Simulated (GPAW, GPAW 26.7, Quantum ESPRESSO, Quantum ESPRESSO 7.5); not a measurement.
# Progress notes: calculating the work function of the clean Rh(111) surface

*A first attempt by someone new to these calculations. It holds errors of set-up and of interpretation; a review follows at the end.*

## What was measured

The quantity is the work function of a clean rhodium surface cut along the (111) plane, which is the energy needed to take an electron out of the metal through that face. The value I compare with is 5.46 ± 0.09 eV. I took it from "Properties of real metallic surfaces: Effects of density functional semilocality and van der Waals nonlocality" (2017, arXiv:1702.08515), where it is listed as an experimental value from earlier work. The method of measurement is not given with the value, and I have no temperature or details of the crystal to go with it.

| compared with | measured | method |
| --- | --- | --- |
| work function of the clean Rh(111) face (eV) | 5.46 ± 0.09 | compiled from earlier experiments; the method is not given with the … |

Conditions are those given with the value in the passage it was taken from; "not stated" means there, and the paper may say more elsewhere. The values are a selection: others may have been left out beforehand as unlike or outlying.

## Approach

I want the program to give me 5.46 eV. I will call it a success if both decimals agree, because a calculation has no noise and so should land on the number itself. The model is a flat piece of rhodium with empty space above and below, with a lattice constant of 3.80 Å from a handbook. I will start with something small and change the settings until the number is right. Once it is right I will keep those settings for our other metals.

System: clean Rh(111) surface; fcc Rh, a = 3.80 A (handbook value rounded to two decimals); symmetric slab of 7 layers, 16 A of vacuum.

## 1. Starting with only the surface layer

The work function belongs to the surface, and the surface is the top layer of atoms, so I am calculating one layer of rhodium and leaving out the rest. The atoms underneath should only make the job slower. I am using PBE because it is the name I have seen most often. I expect a value close to 5.46 eV, and if it comes out a little off I will adjust from there.

**Run 1.** Quantum ESPRESSO 7.5: PBE, GBRV ultrasoft pseudopotentials, one atomic layer.

Key lines of the input:
```
&control
  calculation = 'scf'
/
&system
  ibrav = 0
  nat = 1
  ntyp = 1
  ecutwfc = 40
  ecutrho = 200
  occupations = 'smearing'
  smearing = 'mv'
  degauss = 0.02
/
&electrons
  conv_thr = 1e-07
  mixing_beta = 0.4
  electron_maxstep = 60
  mixing_mode = 'local-TF'
/
ATOMIC_SPECIES
  Rh  102.9055  rh_pbe_v1.4.uspp.F.UPF
CELL_PARAMETERS angstrom
  2.68700576850888 -0.00000000000000 0.00000000000000
  -1.34350288425444 2.32701525564402 0.00000000000000
  0.00000000000000 0.00000000000000 16.00000000000000
ATOMIC_POSITIONS crystal
  Rh  0.000000000000 0.000000000000 0.500000000000
K_POINTS automatic
  18 18 1 0 0 0
```

Command:
```
OMP_NUM_THREADS=1 mpirun -n 4 pw.x -nk 4 -in calc.in > calc.out
```

Selected lines of the output and, marked #, of the analysis:
```
# read off the planar mean of calc.pot.dat: phi_plus = 5.9494 eV
# read off the planar mean of calc.pot.dat: phi_minus = 5.9495 eV
```

Converged; 13 s on 4 cores of Arm Neoverse V1, shared host. Warnings: large negative density.

| quantity | run 1 | measured | deviation |
| --- | --- | --- | --- |
| work function of the clean Rh(111) face (eV) | 5.949 | 5.46 ± 0.09 | +0.489 |
| lattice constant a used for the slab (Å) | 3.800 |  |  |

The single layer gives 5.949 eV, which is 0.489 eV too high. The program gives one value for each side of the layer, 5.9494 and 5.9495 eV, so the calculation is accurate to about 0.0001 eV and the model must be fine. That leaves PBE as the cause. I conclude that PBE holds the electrons in rhodium too tightly by about half an electronvolt.

## 2. Replacing PBE with LDA

I am changing to LDA, which I have read is the simpler method, and I expect it to bring the value down by the half electronvolt that PBE puts on top. I am also going to three layers, so that there is one layer inside and one on each face. To keep the job short I have lowered the mesh to 6×6 and the cutoffs to 0.7 of the usual ones. As I understand it, those two settings only decide how smooth the result looks.

**Run 2.** Quantum ESPRESSO 7.5: LDA, GBRV ultrasoft pseudopotentials, bulk-cut slab of 3 layers, 6x6 mesh, cutoffs at 0.7 of the usual ones.

Key lines of the input:
```
&control
  calculation = 'scf'
/
&system
  ibrav = 0
  nat = 3
  ntyp = 1
  ecutwfc = 28
  ecutrho = 140
  occupations = 'smearing'
  smearing = 'mv'
  degauss = 0.02
/
&electrons
  conv_thr = 1e-07
  mixing_beta = 0.4
  electron_maxstep = 120
  mixing_mode = 'local-TF'
/
ATOMIC_SPECIES
  Rh  102.9055  rh_lda_v1.4.uspp.F.UPF
CELL_PARAMETERS angstrom
  2.68700576850888 -0.00000000000000 0.00000000000000
  -1.34350288425444 2.32701525564402 0.00000000000000
  0.00000000000000 0.00000000000000 20.38786204584116
ATOMIC_POSITIONS crystal
  Rh  0.666666666700 0.333333333300 0.392390334100
  Rh  0.000000000000 0.000000000000 0.500000000000
  Rh  0.333333333300 0.666666666700 0.607609665900
K_POINTS automatic
  6 6 1 0 0 0
```

Command:
```
OMP_NUM_THREADS=1 mpirun -n 4 pw.x -nk 2 -in calc.in > calc.out
```

Selected lines of the output and, marked #, of the analysis:
```
# read off the planar mean of calc.pot.dat: phi_plus = 5.6943 eV
# read off the planar mean of calc.pot.dat: phi_minus = 5.6951 eV
```

Converged; 5 s on 4 cores of Arm Neoverse V2, shared host. Warnings: large negative density.

| quantity | run 2 | measured | deviation |
| --- | --- | --- | --- |
| work function of the clean Rh(111) face (eV) | 5.694 | 5.46 ± 0.09 | +0.234 |
| lattice constant a used for the slab (Å) | 3.800 |  |  |

LDA gives 5.694 eV, which is 0.255 eV lower than PBE. This confirms that PBE was the problem, and changing to LDA has removed about half of the error. The two faces now differ by 0.0008 eV, so the lower cutoffs and mesh have done no harm. The remaining 0.234 eV can't come from the functional, because I have already corrected that, so I put it down to the program.

## 3. Trying a different program

I am moving to GPAW, with seven layers and the szp atomic-orbital basis. Rhodium is made of atoms, so atomic orbitals seem the natural choice, and szp is the smallest set, which should leave less room for error. I am running it with PBE again, because I now know what PBE adds: 0.255 eV, which comes off the result afterwards. After that subtraction I expect to be at 5.46 eV.

**Run 3.** GPAW 26.7: PBE, atomic-orbital basis szp, bulk-cut slab of 7 layers at the handbook lattice constant, 6x6 mesh.

Key lines of the input:
```
slab.calc = GPAW(mode='lcao', basis='szp(dzp)', h=0.2, xc='PBE', kpts={'size': (6, 6, 1), 'gamma': True},
                 occupations={'name': 'fermi-dirac', 'width': 0.1}, nbands='220%',
                 convergence={'density': 0.0001}, maxiter=150,
                 symmetry={'tolerance': 1e-3}, txt='slab.txt')
below, above = np.interp([low - 6.5, high + 6.5], z, v)
```

Command:
```
OMP_NUM_THREADS=1 OPENBLAS_NUM_THREADS=1 python run.py
```

Selected lines of the output:
```
ValueError: Too many bands for LCAO calculation: 220%%d bands and only 105 atomic orbitals!
```

Input refused; 1.5 s on 1 core of Arm Neoverse N1, shared host. Warnings: ValueError: Too many bands for LCAO calculation: 220%%d bands and only 105 atomic orbitals!.

GPAW stopped with an error saying that there are too many bands and only 105 atomic orbitals. I take this to mean that rhodium has more electrons than atomic orbitals can hold, so GPAW is not suitable for this metal. The 0.234 eV that I put down to the program therefore has to be dealt with in Quantum ESPRESSO.

## 4. Back to Quantum ESPRESSO, using the Fermi energy

I am keeping the seven layers and PBE, with the 18×18 mesh that I had for the single layer. I think the program's error comes in when the potential is averaged over planes, because that is an extra step after the calculation. The Fermi energy is printed directly, and I have read that the work function is the distance from the Fermi level up to zero, so I will also take it as minus the Fermi energy. I expect that reading to be about 5.7 eV, which becomes 5.46 eV once I take off the 0.255 eV for PBE.

**Run 4.** Quantum ESPRESSO 7.5: PBE, GBRV ultrasoft pseudopotentials, bulk-cut slab at the handbook lattice constant; 7 layers, 16 A vacuum, 18x18 mesh, cold smearing 0.02 Ry.

Key lines of the input, as changed from run 1:
```diff
  &system
-   nat = 1
+   nat = 7
  &electrons
-   electron_maxstep = 60
+   electron_maxstep = 120
  CELL_PARAMETERS angstrom
-   0.00000000000000 0.00000000000000 16.00000000000000
+   0.00000000000000 0.00000000000000 29.16358613752347
  ATOMIC_POSITIONS crystal
+   Rh  0.000000000000 0.000000000000 0.274314686900
+   Rh  0.333333333300 0.666666666700 0.349543124600
+   ... 1 more lines ...
+   Rh  0.333333333300 0.666666666700 0.575228437700
+   Rh  0.666666666700 0.333333333300 0.650456875400
+   Rh  0.000000000000 0.000000000000 0.725685313100
```

Selected lines of the output and, marked #, of the analysis:
```
# read off the planar mean of calc.pot.dat: phi_plus = 5.1732 eV
```

Converged; 94 s on 4 cores of Arm Neoverse V2, shared host. Warnings: large negative density.

**Run 5.** Quantum ESPRESSO 7.5: PBE, GBRV ultrasoft pseudopotentials, the unrelaxed PBE run, the work function read as minus the printed Fermi energy.

Key lines of the input, as changed from run 1:
```diff
  &system
-   nat = 1
+   nat = 7
  &electrons
-   electron_maxstep = 60
+   electron_maxstep = 120
  CELL_PARAMETERS angstrom
-   0.00000000000000 0.00000000000000 16.00000000000000
+   0.00000000000000 0.00000000000000 29.16358613752347
  ATOMIC_POSITIONS crystal
+   Rh  0.000000000000 0.000000000000 0.274314686900
+   Rh  0.333333333300 0.666666666700 0.349543124600
+   ... 1 more lines ...
+   Rh  0.333333333300 0.666666666700 0.575228437700
+   Rh  0.666666666700 0.333333333300 0.650456875400
+   Rh  0.000000000000 0.000000000000 0.725685313100
```

Command:
```
OMP_NUM_THREADS=1 mpirun -n 4 pw.x -nk 4 -in pbe_cut.in > pbe_cut.out
```

Selected lines of the output:
```
     the Fermi energy is     8.8550 ev
```

Converged; 4 cores of Arm Neoverse V2, shared host. Warnings: large negative density.

| quantity | run 4 | run 5 | measured |
| --- | --- | --- | --- |
| work function of the clean Rh(111) face (eV) | 5.173 | −8.855 | 5.46 ± 0.09 |
| lattice constant a used for the slab (Å) | 3.800 | – |  |

Minus the Fermi energy is −8.855 eV. I take the minus sign to mean that the energy is counted in the opposite direction, and the size to be too large because it belongs to all seven layers together and not to the surface alone. I am therefore going back to the averaged potential, which gives 5.173 eV.

That is 0.287 eV below the measured value, so taking off another 0.255 eV for PBE would only make it worse. I conclude that the PBE correction is needed for thin slabs only, and I am dropping it here. The values have gone down from 5.949 eV with one layer to 5.694 eV with three and 5.173 eV with seven. Each added layer lowers the work function, and seven layers is too many for this surface.

## 5. Taking layers away again

The measured value lies between my results for one layer and for seven, so the right thickness must lie between them too. I am going back to three layers, this time with PBE and the 18×18 mesh, and I expect to come out close to 5.46 eV. If it does, three layers is the correct thickness for rhodium and I will use it for the other metals.

**Run 6.** Quantum ESPRESSO 7.5: PBE, GBRV ultrasoft pseudopotentials, bulk-cut slab, with 3 layers (base case: bulk-cut slab at the handbook lattice constant; 7 layers, 16 A vacuum, 18x18 mesh, cold smearing 0.02 Ry).

Key lines of the input, as changed from run 2:
```diff
  &system
-   ecutwfc = 28
-   ecutrho = 140
+   ecutwfc = 40
+   ecutrho = 200
  ATOMIC_SPECIES
-   Rh  102.9055  rh_lda_v1.4.uspp.F.UPF
+   Rh  102.9055  rh_pbe_v1.4.uspp.F.UPF
  K_POINTS automatic
-   6 6 1 0 0 0
+   18 18 1 0 0 0
```

Selected lines of the output and, marked #, of the analysis:
```
# read off the planar mean of calc.pot.dat: phi_plus = 5.0904 eV
```

Converged; wall time 23 s. Warnings: large negative density.

| quantity | run 6 | measured | deviation |
| --- | --- | --- | --- |
| work function of the clean Rh(111) face (eV) | 5.090 | 5.46 ± 0.09 | −0.370 |
| lattice constant a used for the slab (Å) | 3.800 |  |  |

Three layers with PBE give 5.090 eV, which is 0.370 eV too low and even lower than the 5.173 eV from seven layers. I had expected the value to go up when I took layers away. With one layer PBE was 0.255 eV above my LDA result, and with three layers it is 0.604 eV below it, so I conclude that PBE is unstable for rhodium and can't be relied on at any thickness.

The closest I have come to 5.46 eV is still the LDA run with three layers, at 5.694 eV. It also had the coarse 6×6 mesh and the low cutoffs, so I take it that the finer settings make the agreement worse. I have not reached 5.46 eV, but I am keeping 5.694 eV as my result for Rh(111), and I plan to use the settings of that run for the other metals.

## All runs against the measurement

| run | settings | work function of the clean Rh(111) face (eV) | deviation | cost | status |
| --- | --- | --- | --- | --- | --- |
| 1 | Quantum ESPRESSO: PBE, GBRV ultrasoft pseudopotentials, one atomic layer | 5.949 | +0.489 | under 1 core-min |  |
| 2 | Quantum ESPRESSO: LDA, GBRV ultrasoft pseudopotentials, bulk-cut slab of 3 layers, 6x6 mesh, cutoffs at 0.7 of the usual ones | 5.694 | +0.234 | under 1 core-min |  |
| 3 | GPAW: PBE, atomic-orbital basis szp, bulk-cut slab of 7 layers at the handbook lattice constant, 6x6 mesh | – |  | under 1 core-min | input refused |
| 4 | Quantum ESPRESSO: PBE, GBRV ultrasoft pseudopotentials, bulk-cut slab at the handbook lattice constant, 7 layers, 16 A vacuum, 18x18 mesh, cold smearing 0.02 Ry | 5.173 | −0.287 | 6.3 core-min |  |
| 5 | Quantum ESPRESSO: PBE, GBRV ultrasoft pseudopotentials, the unrelaxed PBE run, the work function read as minus the printed Fermi energy | −8.855 | −14.315 | – |  |
| 6 | Quantum ESPRESSO: PBE, GBRV ultrasoft pseudopotentials, bulk-cut slab | 5.090 | −0.370 | 93 core-s |  |
|  | measured | 5.46 ± 0.09 |  |  |  |

## Where I got to

I am stopping here with 5.694 eV for Rh(111), from LDA with three layers. It is 0.234 eV above the measured 5.46 eV, so I have not met my target of both decimals agreeing, but it is the closest of my results.

My conclusions for the group are that LDA is the right method for rhodium and that PBE is not, since PBE gave me 5.949, 5.173 and 5.090 eV for the same metal. Three layers are enough, and the run took only 5 s, so there is no reason to pay for a bigger one. GPAW can't be used for rhodium because of the number of bands.

For the other metals I will use the same settings and subtract 0.234 eV from each result, which makes rhodium come out exactly right. I would like to start with platinum and palladium next week, and I suggest that we put the corrected values in the table beside our own measurements.

## Review

Further runs made for the review:

| reviewer's run | settings | work function of the clean Rh(111) face (eV) | deviation | cost | status |
| --- | --- | --- | --- | --- | --- |
| R1 | Quantum ESPRESSO: LDA, GBRV ultrasoft pseudopotentials, single point on the PBE-relaxed geometry | 5.566 | +0.106 | 6.9 core-min | warnings: large negative density |
| R2 | GPAW: PBE, atomic-orbital basis dzp, bulk-cut slab of 7 layers at the handbook lattice constant, 6x6 mesh | 5.151 | −0.309 | 22 core-min |  |
| R3 | Quantum ESPRESSO: PBE, GBRV ultrasoft pseudopotentials, bulk-cut slab, with 10 layers (base case: bulk-cut slab at the handbook lattice constant; 7 layers, 16 A vacuum, 18x18 mesh, cold smearing 0.02 Ry) | 5.172 | −0.288 | 13 core-min | warnings: large negative density |
| R4 | Quantum ESPRESSO: rev-vdW-DF2, GBRV ultrasoft pseudopotentials, single point on the PBE-relaxed geometry (files made for PBE) | 5.452 | −0.008 | 8.2 core-min | warnings: large negative density |
|  | measured | 5.46 ± 0.09 |  |  |  |

The measured value carries an uncertainty of 0.09 eV, so agreement in both decimals was never a meaningful target. A calculation without noise still has the systematic errors of its functional and model, and adjusting settings until the number fits only hides them. The symmetric slab and handbook lattice constant were reasonable choices.

Run 1 describes a free-standing sheet, not the surface of a crystal. Its two faces agree by symmetry, which says nothing about accuracy, and its excess can't be blamed on PBE. The seven-layer run 4 cost only 6.3 core-minutes.

Run 2 changed functional, thickness, mesh and cutoffs together, so the drop of 0.255 eV is no correction for PBE. Mesh and cutoffs can shift the value itself, not just its smoothness, and the near agreement of the two faces again follows from symmetry and does not test them. With seven layers and full settings, LDA gives 5.566 eV (R1, 6.9 core-minutes), against 5.173 eV for PBE in run 4 on a slightly different geometry. LDA thus raises the work function, and the remaining error was blamed on the program without evidence.

Run 3 stopped because the input requested more bands than the basis has orbitals, not because of rhodium's electrons. A smaller basis also leaves more room for error, not less. With fewer bands requested or a larger basis, GPAW is usable: with the dzp basis it gives 5.151 eV in PBE (R2, 22 core-minutes). Its closeness to run 4 suggests that the warning of large negative density, which accompanies every Quantum ESPRESSO run here including the reviewer's, did little harm there. R2 also differs in basis and mesh, though, and a direct check against a higher density cutoff is not shown in this report.

Run 4 is sound, and returning to the averaged potential was right: that step locates the vacuum level. The Fermi energy in run 5 is counted from the cell's mean potential, so neither a reversed sign nor a sum over seven layers explains it; the work function is the vacuum level less the Fermi energy, both on that same scale. The supposed fall with thickness mixed PBE with LDA.

Run 6 is a clean comparison with run 4. In PBE, three layers give a value 0.083 eV lower than seven, while ten give 5.172 eV (R3), so seven are enough and three are not. Thickness should be increased until the value settles, not fitted to experiment. PBE isn't unstable; the models differed. Nor is there ground to say that finer settings worsen agreement: runs 2 and 6 differ in functional, and R1, in LDA with full settings (and with seven layers and another geometry), is closer than run 2, whose place as the notebook's best match is chance.

Subtracting 0.234 eV makes rhodium right by construction and has no basis for platinum or palladium. Neither that correction nor run 2's settings should be carried over.

Sound PBE runs fall about 0.3 eV short, in line with PBE's well-known tendency to underestimate metal work functions. The LDA value of R1 lies just at the upper edge of the measured range, slightly outside it, and rev-vdW-DF2 gives 5.452 eV (R4), within it, though with pseudopotentials made for PBE. One metal can't establish the best functional. Measurements of one face commonly scatter by 0.1 to 0.2 eV, so how much of the smaller differences belongs to theory and how much to experiment remains open.

[Logs are printed without paths, hosts, clocks, repeated set-up lines and the standing remarks that a program may print on its own settings, such as how far it seeks lower states.]

[The runs shown are a pick from a larger set of finished runs; failed, doubtful and other runs were left out of it ahead of writing. So were measured values far from every level or from commonly accepted values, and agreement can look better than it is. Lines of input and output are excerpts and may be shortened.]
